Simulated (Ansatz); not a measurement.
## A series in volume scale on Si

Results calculated with Ansatz 0.2.0, not measured. Free energy against uniform scaling of the volume at fixed shape and fractions; periodic cell, basis, potentials, k mesh and filling as listed.

The cell before it is scaled or strained (space group P6_3/mmc, No. 194):
```
Si
1.0
      2.4440     0.0000     0.0000
     -1.2220     2.1166     0.0000
      0.0000     0.0000     4.1520
Si
2
Direct
  0.33333 0.66667 0.25000
  0.66667 0.33333 0.75000
```

Settings of every row: functional LDA; dispersion none; accuracy low; potentials PAW; wave cutoff 470 eV; density cutoff 1880 eV; k mesh 11x11x6; k shift 0x0x0; occupations fermi dirac; smearing width 0.1 eV; spin none; xc grid level 1.

Limits: coarse k mesh, up to 40 meV an atom off; loose SCF threshold; minimum outside the range.

| row | volume scale | V (Å³/atom) | energy above lowest point (meV/atom) |
| --- | --- | --- | --- |
| 1 | 0.9 | 9.665 | 592.8 |
| 2 | 0.925 | 9.934 | 473.3 |
| 3 | 0.95 | 10.202 | 370.1 |
| 4 | 0.975 | 10.471 | 281.3 |
| 5 | 1 | 10.739 | 205 |
| 6 | 1.025 | 11.008 | 139.9 |
| 7 | 1.05 | 11.276 | ? |
| 8 | 1.075 | 11.545 | 38.5 |
| 9 | 1.1 | 11.813 | 0 |

Question: what energy above lowest point should row 7 give?

Worked fit of energy above lowest point. Take u = (V_r/V)^(2/3) − 1 with V_r = 10.605 Å³ an atom, which is twice the finite (Eulerian) strain; such expansions in the strain, on which the Birch-Murnaghan equation of state is built, carry the rest volume and the bulk modulus. The shown rows have u = 0.06383, 0.04454, 0.02616, 0.00851, -0.00834, -0.02456, -0.05504, -0.06939. Least squares give energy above lowest point = 241.67 + 4513.6 × u + 15181 × u² + 4614 × u³ meV/atom; a parabola predicts inner rows, each left out in turn, worse (root mean square 0.34 against 0.13 meV/atom). The rows lie off it by 0.0, 0.1, -0.1, 0.1, -0.1, 0.0, 0.0, 0.0. The withheld row has u = -0.04008, so the fit gives 241.67 + 4513.6 × (-0.04008) + 15181 × (-0.04008)² + 4614 × (-0.04008)³ = 84.9 meV/atom.

The calculation gave 84.8 meV/atom. The fit lies 0.1 meV/atom (0.017 % of the column's range) above it, one unit of the last digit.
